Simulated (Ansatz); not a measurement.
## A series in volume scale on Sn

All results are calculated (Ansatz 0.2.0). Periodic Kohn-Sham DFT of a crystal at fixed atoms, scaled to volume_scale times the given cell; pressure positive in compression, energy less spherical unpolarised free atoms, largest_vzz the field gradient of largest size among the nuclei.

The cell before it is scaled or strained (space group Fd-3m, No. 227):
```
Sn
1.0
      0.0000     3.2456     3.2456
      3.2456     0.0000     3.2456
      3.2456     3.2456     0.0000
Sn
2
Direct
  0.50000 0.50000 0.50000
  0.75000 0.75000 0.75000
```

Settings of every row: method all-electron LAPW; functional LDA; relativity scalar; k mesh 9x9x9; filling fermi-dirac; smearing width 0.03 eV; basis error target 0.25 meV/atom; nucleus gaussian.

Atom start moment: 0 on all atoms.

| row | volume scale | V (Å³/atom) | pressure (GPa) | energy less free atoms (eV/atom) |
| --- | --- | --- | --- | --- |
| 1 | 0.94 | 32.138 | 2.741 | -4.4423 |
| 2 | 0.9405 | 32.155 | 2.71 | -4.4426 |
| 3 | 0.96 | 32.821 | ? | ? |
| 4 | 0.97 | 33.163 | 1.047 | -4.4542 |
| 5 | 0.98 | 33.505 | 0.551 | -4.4559 |
| 6 | 1 | 34.189 | -0.352 | -4.4563 |
| 7 | 1.01 | 34.531 | -0.763 | -4.4551 |
| 8 | 1.02 | 34.873 | -1.152 | -4.4531 |
| 9 | 1.03 | 35.215 | -1.519 | -4.4502 |
| 10 | 1.04 | 35.556 | -1.867 | -4.4466 |
| 11 | 1.06 | 36.24 | -2.502 | -4.4372 |

Question: what pressure and energy less free atoms should row 3 give?

Worked fit of pressure. Take u = (V_r/V)^(2/3) − 1 with V_r = 34.36 Å³ an atom, which is twice the finite (Eulerian) strain; such expansions in the strain, on which the Birch-Murnaghan equation of state is built, carry the rest volume and the bulk modulus. The shown rows have u = 0.04558, 0.04521, 0.02392, 0.01694, 0.00333, -0.0033, -0.00983, -0.01625, -0.02255, -0.03489. Least squares give pressure = −0.5614 + 62.105 × u + 203.26 × u² + 520 × u³ GPa; a parabola predicts inner rows, each left out in turn, worse (root mean square 0.0086 against 0.0015 GPa). The rows lie off it by 0.000, 0.000, -0.001, -0.001, 0.000, 0.001, 0.001, 0.000, -0.003, 0.001. The pressure vanishes at u = 0.0088, or V = 33.91 Å³ an atom, and there the bulk modulus at fixed shape and fractions is B = −V dP/dV = (2/3)(1 + u) dP/du = 44.2 GPa. The withheld row has u = 0.03102, so the fit gives −0.5614 + 62.105 × (0.03102) + 203.26 × (0.03102)² + 520 × (0.03102)³ = 1.576 GPa.

The calculation gave 1.577 GPa. The fit lies 0.001 GPa (0.019 % of the column's range) below it, one unit of the last digit.

Worked fit of energy less free atoms. Take u = (V_r/V)^(2/3) − 1 with V_r = 34.36 Å³ an atom, which is twice the finite (Eulerian) strain; such expansions in the strain, on which the Birch-Murnaghan equation of state is built, carry the rest volume and the bulk modulus. The shown rows have u = 0.04558, 0.04521, 0.02392, 0.01694, 0.00333, -0.0033, -0.00983, -0.01625, -0.02255, -0.03489. Least squares give energy less free atoms = −4.45583 − 0.1796 × u + 10.279 × u² + 3.7 × u³ eV/atom; a parabola predicts inner rows, each left out in turn, worse (root mean square 6.1e-05 against 2e-05 eV/atom). All shown rows lie on it to the printed digit. Its lowest point lies at u = 0.0087, or V = 33.92 Å³ an atom, and the curvature there gives the bulk modulus at fixed shape and fractions, B = (4/9)(1 + u)² E″(u)/V = 44.3 GPa. The withheld row has u = 0.03102, so the fit gives −4.45583 − 0.1796 × (0.03102) + 10.279 × (0.03102)² + 3.7 × (0.03102)³ = -4.4514 eV/atom.

The calculation gave -4.4514 eV/atom. The fit meets it to the printed digit.
